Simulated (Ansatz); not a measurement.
## LaMg3: pressure against volume scale

All results are calculated (Ansatz 0.2.0). Free energy against uniform scaling of the volume at fixed shape and fractions; periodic cell, basis, potentials, k mesh and filling as listed.

The cell before it is scaled or strained (space group P4/mmm, No. 123):
```
CELL_PARAMETERS angstrom
4.75270 0.00000 0.00000
0.00000 4.75270 0.00000
0.00000 0.00000 4.96690
ATOMIC_POSITIONS crystal
La 0.00000 0.00000 0.00000
Mg 0.50000 0.00000 0.50000
Mg 0.50000 0.50000 0.00000
Mg 0.00000 0.50000 0.50000
```

Settings of every row: functional LDA; dispersion none; potentials PAW; wave cutoff 517.02 eV; density cutoff 2068.1 eV; k mesh 5x5x5; k shift 0x0x0; occupations cold; smearing width 0.15 eV; spin none.

Limits: coarse k mesh, up to 40 meV an atom off; minimum outside the range; the cell comes from a prototype or a list of computed structures and needn't be the stable phase.

```
row  volume scale  V (Å³/atom)  pressure (GPa)  energy above lowest point (meV/atom)
  1          0.94       26.365               ?                                     ?
  2          0.96       26.926           -1.01                                   2.2
  3          0.98       27.487            -1.7                                     7
  4             1       28.048           -2.33                                    14
  5          1.02       28.609           -2.89                                  23.2
  6          1.04        29.17           -3.39                                  34.2
  7          1.06       29.731           -3.85                                  46.9
```

Question: what pressure should row 1 give?

Worked fit of pressure. Take u = (V_r/V)^(2/3) − 1 with V_r = 28.328 Å³ an atom, which is twice the finite (Eulerian) strain; such expansions in the strain, on which the Birch-Murnaghan equation of state is built, carry the rest volume and the bulk modulus. The shown rows have u = 0.03442, 0.02029, 0.00664, -0.00656, -0.01934, -0.03171. Least squares give pressure = −2.615 + 42.6 × u + 116.9 × u² GPa; a straight line predicts inner rows, each left out in turn, worse (root mean square 0.05 against 0.0047 GPa). The rows lie off it by 0.00, 0.00, 0.00, 0.00, 0.01, 0.00. The withheld row has u = 0.04904, so the fit gives −2.615 + 42.6 × (0.04904) + 116.9 × (0.04904)² = -0.24 GPa.

The calculation gave -0.24 GPa. The fit meets it to the printed digit. This row lies beyond the range of the fit.

The other values of row 1: energy above lowest point 0 meV/atom.
